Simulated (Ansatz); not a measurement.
Ge3Pd: energy above lowest point and pressure against volume scale

Free energy against uniform scaling of the volume at fixed shape and fractions; periodic cell, basis, potentials, k mesh and filling as listed. The results are calculated, by Ansatz 0.2.0.

The cell before it is scaled or strained (space group Pm-3m, No. 221):
```
CELL_PARAMETERS angstrom
4.14200 0.00000 0.00000
0.00000 4.14200 0.00000
0.00000 0.00000 4.14200
ATOMIC_POSITIONS crystal
Ge 0.00000 0.50000 0.50000
Ge 0.50000 0.00000 0.50000
Ge 0.50000 0.50000 0.00000
Pd 0.00000 0.00000 0.00000
```

Settings of every row: functional LDA; dispersion none; potentials PAW; wave cutoff 420 eV; density cutoff 1680 eV; k mesh 6x6x6; k shift 0x0x0; occupations fermi dirac; smearing width 0.1 eV; spin none; SCF threshold exponent -9.

Limits: coarse k mesh, up to 40 meV an atom off; stress loosely converged; the cell comes from a prototype or a list of computed structures and needn't be the stable phase.

| row | volume scale | V (Å³/atom) | energy above lowest point (meV/atom) | pressure (GPa) |
| --- | --- | --- | --- | --- |
| 1 | 0.88 | 15.633 | 17.2 | 6.78 |
| 2 | 0.92 | 16.344 | 0 | 1.19 |
| 3 | 0.96 | 17.055 | ? | ? |
| 4 | 1 | 17.765 | 27 | -6.66 |
| 5 | 1.04 | 18.476 | 62.8 | -9.36 |
| 6 | 1.08 | 19.186 | 109.2 | -11.44 |
| 7 | 1.12 | 19.897 | 163.6 | -13.05 |

Question: what energy above lowest point and pressure should row 3 give?

Worked fit of energy above lowest point. Take u = (V_r/V)^(2/3) − 1 with V_r = 18.12 Å³ an atom, which is twice the finite (Eulerian) strain; such expansions in the strain, on which the Birch-Murnaghan equation of state is built, carry the rest volume and the bulk modulus. The shown rows have u = 0.10343, 0.07119, 0.01328, -0.01289, -0.03739, -0.06046. Least squares give energy above lowest point = 43.43 − 1371.91 × u + 10424.7 × u² + 3770 × u³ meV/atom; a parabola predicts inner rows, each left out in turn, worse (root mean square 0.65 against 0.17 meV/atom). The rows lie off it by 0.0, 0.0, -0.1, 0.0, 0.1, 0.0. Its lowest point lies at u = 0.0636, or V = 16.52 Å³ an atom, and the curvature there gives the bulk modulus at fixed shape and fractions, B = (4/9)(1 + u)² E″(u)/V = 109 GPa. The withheld row has u = 0.04121, so the fit gives 43.43 − 1371.91 × (0.04121) + 10424.7 × (0.04121)² + 3770 × (0.04121)³ = 4.9 meV/atom.

The calculation gave 4.8 meV/atom. The fit lies 0.1 meV/atom (2.1 % of the value, 0.061 % of the column's range) above it, one unit of the last digit.

Worked fit of pressure. Take u = (V_r/V)^(2/3) − 1 with V_r = 18.12 Å³ an atom, which is twice the finite (Eulerian) strain; such expansions in the strain, on which the Birch-Murnaghan equation of state is built, carry the rest volume and the bulk modulus. The shown rows have u = 0.10343, 0.07119, 0.01328, -0.01289, -0.03739, -0.06046. Least squares give pressure = −8.091 + 102.897 × u + 363.97 × u² + 302.7 × u³ GPa; a parabola predicts inner rows, each left out in turn, worse (root mean square 0.052 against 0.0063 GPa). The rows lie off it by 0.00, 0.00, 0.00, 0.00, 0.01, 0.00. The pressure vanishes at u = 0.0636, or V = 16.52 Å³ an atom, and there the bulk modulus at fixed shape and fractions is B = −V dP/dV = (2/3)(1 + u) dP/du = 108 GPa. The withheld row has u = 0.04121, so the fit gives −8.091 + 102.897 × (0.04121) + 363.97 × (0.04121)² + 302.7 × (0.04121)³ = -3.21 GPa.

The calculation gave -3.2 GPa. The fit lies 0.01 GPa (0.05 % of the column's range) below it, one unit of the last digit.
